## Choosing a method for a ligand exchange between silicon and germanium

A functional has to be chosen before the equilibrium of a silyl and hydride exchange is computed, and it is tempting to raise the share of exact exchange until the answer improves. For the reaction below the functionals run from 4.3 to 14.4 kJ/mol. That span is about four times RT at room temperature, a factor of roughly sixty in an equilibrium constant. More exact exchange helps one family of functionals here and harms two others.

Electronic reaction energies, products less reactants, for the gas-phase ligand exchange [F][GeH2][SiH3] + [SiH4] -> [SiH3][SiH3] + [F][GeH3] (SMILES; all singlets), from Ansatz 0.2.0 at PBE0-D4/def2-TZVP geometries. Functionals and RPA@PBE use def2-TZVPP, and correlated methods use frozen cores. The reference is a focal-point estimate of CCSD(T) at the def2 basis-set limit: Hartree–Fock and MP2 correlation are extrapolated from triple and quadruple zeta, and CCSD(T) less MP2 is added from triple zeta alone. The CCSD/def2-limit row is made in the same way.

```csv
level,class,"exact exchange, long range (%)",reaction energy (kJ/mol),less CCSD(T) (kJ/mol)
revPBE-D4,GGA,0,8.7,-3.6
BLYP-D4,GGA,0,14.4,2.1
r2SCAN-D4,meta-GGA,0,10.3,-2.1
B97M-V,meta-GGA,0,4.3,-8.0
HSE06-D4,screened hybrid,0,8.7,-3.7
CAM-B3LYP-D4,range-separated,65,12.7,0.4
wB97M-V,range-separated,100,13.7,1.3
B2PLYP,double hybrid,53,13.1,0.8
PBE-QIDH,double hybrid,69,9.4,-2.9
PBE,GGA,0,9.3,-3.0
revPBE,GGA,0,9.4,-3.0
HSE06,screened hybrid,0,8.6,-3.7
CAM-B3LYP,range-separated,65,12.7,0.3
RPA,RPA,n/a,12.2,-0.2
HF/def2-SVP,wave function,n/a,10.4,-1.9
MP2/def2-SVP,wave function,n/a,9.4,-2.9
SCS-MP2/def2-SVP,wave function,n/a,9.9,-2.4
CCSD/def2-SVP,wave function,n/a,8.8,-3.6
CCSD(T)/def2-SVP,wave function,n/a,8.8,-3.5
CCSD(T)/def2-TZVPP,wave function,n/a,11.1,-1.2
HF/def2-QZVPP,wave function,n/a,11.7,-0.6
MP2/def2-QZVPP,wave function,n/a,13.3,1.0
SCS-MP2/def2-QZVPP,wave function,n/a,13.2,0.8
CCSD/def2-limit,wave function,n/a,12.6,0.2
```

The column "less CCSD(T)" is the difference from this focal-point estimate. Errors quoted below are such differences, and the estimate's own error isn't known. The exchange column counts the long-range share only, so HSE06, listed with 0, has 25 % at short range. All energies are electronic; in the same calculation zero-point motion adds about 1 kJ/mol and thermal terms more than remove it, so that at 298 K the enthalpy is 12.0 and the free energy 13.3 kJ/mol.

### Correlation nearly cancels

Fluorine stays on germanium. A Ge–Si and an Si–H bond are traded for an Si–Si and a Ge–H bond, so each side has the same number of electron pairs in similar bonds, and their correlation energies should nearly cancel. The numbers agree: Hartree–Fock (HF) gives 11.68 kJ/mol at the basis limit against 12.34 for the focal-point estimate of CCSD(T). All species are closed-shell singlets, with a largest T1 diagnostic near 0.013. The positive sign fits the standard order of bond strengths, Si–H above Ge–H, though no run isolates single bonds.

The small remainder depends on the basis. CCSD(T) less HF is −1.6 in SVP, −1.05 in TZVPP and +0.66 at the estimated limit, and in SVP CCSD(T) errs more (−3.5) than HF (−1.9). That estimate is CCSD(T)/TZVPP plus an MP2 basis correction of 1.2 kJ/mol, so the change of sign comes from MP2, and no CCSD(T) run beyond triple zeta confirms it. Outer-core shells were correlated without core-valence functions, with untested effect. Rows within 1.2 of the reference can't be ranked. MP2/QZVPP is among them only because it is unconverged (its limit errs by +1.6), and RPA and the double hybrids carry the slowly converging correlation of TZVPP.

### Splitting a functional into exchange and correlation

Since HF lies close to the focal-point reference, a functional matches that reference when what it adds to HF sums to nearly zero: +0.14 kJ/mol from HF/TZVPP to the estimated CCSD(T) limit. That target mixes bases and carries the error of the estimate, and the basis error of the functionals is untested (HF itself moves by −0.52 from TZVPP to the limit). It adds two things: the difference between its exchange and exact exchange, and its correlation. The energy is stationary in the orbitals, so to first order these add:

E = E(HF) + (1 − a)X + cC + pM

Here a is the exact-exchange share, X the semilocal less the exact exchange contribution to the reaction energy, C the semilocal correlation with weight c, and M = +0.59 the MP2 correlation with weight p. X and C were taken from three pure and hybrid pairs of the same calculation, without D4. For PBE (9.30) and PBE0 (8.59, a = 0.25), X is four times the drop, 2.86 from unrounded values. At a = 1 this leaves 9.30 − 2.86 = 6.44, and subtracting HF (12.20) gives C = −5.76. BLYP with BHLYP gives X = +3.2 and C = −0.7; r2SCAN with r2SCAN0 gives +1.5 and −3.5.

This split is inferred by a two- to fourfold extrapolation, and it assumes that BHLYP is half B88, half exact exchange. The 10 % hybrid r2SCANh shifts its X by 0.16; carried on to a = 1, where C is read off, the same curvature would move X and C by about 0.8. A sharper test is PBE-QIDH, which took no part in the split (a = 0.69, c = 2/3, p = 1/3):

12.20 + 0.31 × 2.86 − (2/3) × 5.76 + (1/3) × 0.59 ≈ 9.4

The table has 9.4. B2PLYP is predicted at 13.3 against 13.1, with MP2 on HF orbitals standing in for its second-order term. The row responds to the division between X and C with a weight of only 0.26, so this small miss would correspond to moving about 0.7 from C to X in BLYP, and the split is no sharper than that. These tests support additivity; they don't explain the size of C. The printed output after this text lists all checks.

### Reading the rows

X is positive in all three families, so exact exchange lowers the energy in each. LYP contributes little, and BLYP-D4 is too high (+2.1) mainly through X; removing about half of X brings B2PLYP close to the reference, and a partial removal that varies with distance probably helps CAM-B3LYP in a similar way. PBE correlation overshoots X, so PBE starts 3.0 too low and HSE06 falls to −3.7. Of the 5.4 kJ/mol between BLYP and PBE the model assigns about 5.0 to correlation. The revPBE row is consistent with this: its exchange differs from PBE, its correlation is the same, and the energy moves by 0.1, though it doesn't test B88 exchange.

A single line in the long-range share therefore fails: over the 13 functional rows its rms residual is 2.2 kJ/mol, against a scatter of 2.7 about the mean. HSE06 matches PBE0, so exchange beyond its screening length of several ångström adds little to X. LC-ωPBE, with no exact exchange at the shortest distances, still falls well below PBE, so X isn't confined to those distances either. For CAM-B3LYP the model only brackets the value (12.6 to 14.1, computed 12.7) and ignores its VWN part; the value lies close to the long-range end, whereas LC-ωPBE loses only about half of its X, a mismatch the model doesn't explain. For another hybrid on this reaction the correlation functional is the first thing to check: with PBE correlation the model expects a low value that sinks as a grows. The LDA (7.72) and B3LYP (13.56) values of the same calculation, put through the model, leave the local correlation contribution near zero if both are given the same local correlation, but the LDA has PW92 and this B3LYP the VWN-RPA form. The estimate therefore only hints at the gradient correction of PBE correlation as the source of C; why that correction favours the products so strongly is open.

Dispersion is minor. D4 moves HSE06 and CAM-B3LYP by no more than rounding, BLYP by −0.2 and revPBE, the largest case, by −0.7.

The B97 forms lie outside the model, because their exchange and correlation are fitted jointly. B97M-V errs by −8.0, nearly seven times the basis correction, so the basis error of the focal-point reference, including what is missed by taking CCSD(T) less MP2 from triple zeta alone, is unlikely to account for it. ωB97M-V errs by +1.3, but it is a separately fitted functional, and the gap of 9.4 cannot be credited to exact exchange: LC-ωPBE, also 100 % at long range, gives 7.8. The cause of the B97M-V error is unidentified. All of this rests on one reaction, on an estimated CCSD(T) limit and on one conformer per species, which may not be the lowest.

Output of the analysis:

```
All energies in kJ/mol; table rounding +-0.05 (rms 0.03), +-0.1 on differences
reference 12.34; HF/TZVPP 12.20; HF limit 11.68; MP2 limit 13.98 (error +1.64)
Correlation part of the reaction energy (method less HF): SVP, TZVPP, limit
  MP2      -1.0 +0.59 +2.30
  CCSD     -1.6 -0.83 +0.89
  CCSD(T)  -1.6 -1.05 +0.66
TZVPP to limit: HF -0.52, CCSD(T) +1.19; SVP to TZVPP: CCSD(T) +2.3
rows with error smaller than that last step: CAM-B3LYP-D4, B2PLYP, CAM-B3LYP, RPA, HF/def2-QZVPP, MP2/def2-QZVPP, SCS-MP2/def2-QZVPP, CCSD/def2-limit
One line in long-range share, 13 rows: E = 9.26 +0.042 per %, rms 2.23, spread about mean 2.69
  worst: BLYP-D4 +5.1, B97M-V -5.0, PBE-QIDH -2.8; rows at 0 % span 4.3 to 14.4
  at 100 % long range: LC-wPBE 7.77, wB97X-V 10.39, wB97M-V 13.7
D4 shift: revPBE -0.7, HSE06 +0.1, CAM-B3LYP +0.0, BLYP -0.21, BHLYP +0.38
Split from pure/hybrid pairs: E(a=0), E(hybrid), X, E(a=1, extrapolated), C
  PBE    /PBE0       9.30   8.59  X +2.86    6.44  C -5.76
  BLYP   /BHLYP     14.66  13.07  X +3.19   11.48  C -0.72
  r2SCAN /r2SCAN0   10.25   9.86  X +1.54    8.71  C -3.49
BLYP less PBE 5.36: exchange +0.33, correlation +5.04 (94 %)
X + C needed on HF/TZVPP to reach the reference: +0.14; MP2 correlation in TZVPP M = +0.59
Checks on levels not used in the split (model, computed, computed less model)
  r2SCANh a=0.10: 10.10 10.08 -0.016; X from this pair +1.70, change +0.16
  B2PLYP: 13.33 13.1 -0.23; terms X +1.50, C -0.52, M +0.16
  PBE-QIDH: 9.44 9.4 -0.04; terms X +0.89, C -3.84, M +0.20
  revPBE taken as PBE: 9.30 9.4 +0.10
  HSE06: short-range share gives 8.59, long-range share 9.30, computed 8.60
  LC-wPBE: short-range share gives 9.30, long-range share 6.44, computed 7.77
  CAM-B3LYP: short-range share gives 14.06, long-range share 12.59, computed 12.70
Outside the model (exchange and correlation fitted jointly, no mixing series): E less HF/TZVPP
  B97M-V -7.9, wB97X-V -1.8, wB97M-V +1.5; wB97M-V less B97M-V 9.4
  X + C of the split functionals: PBE -2.90, BLYP +2.47, r2SCAN -1.95
  B97M-V error is 6.7 times the last basis step; RPA less HF/TZVPP +0.0
PBE-based table rows: error -3.7 to -2.9, mean -3.3
B88/LYP-based table rows: error +0.3 to +2.1, mean +0.9
```
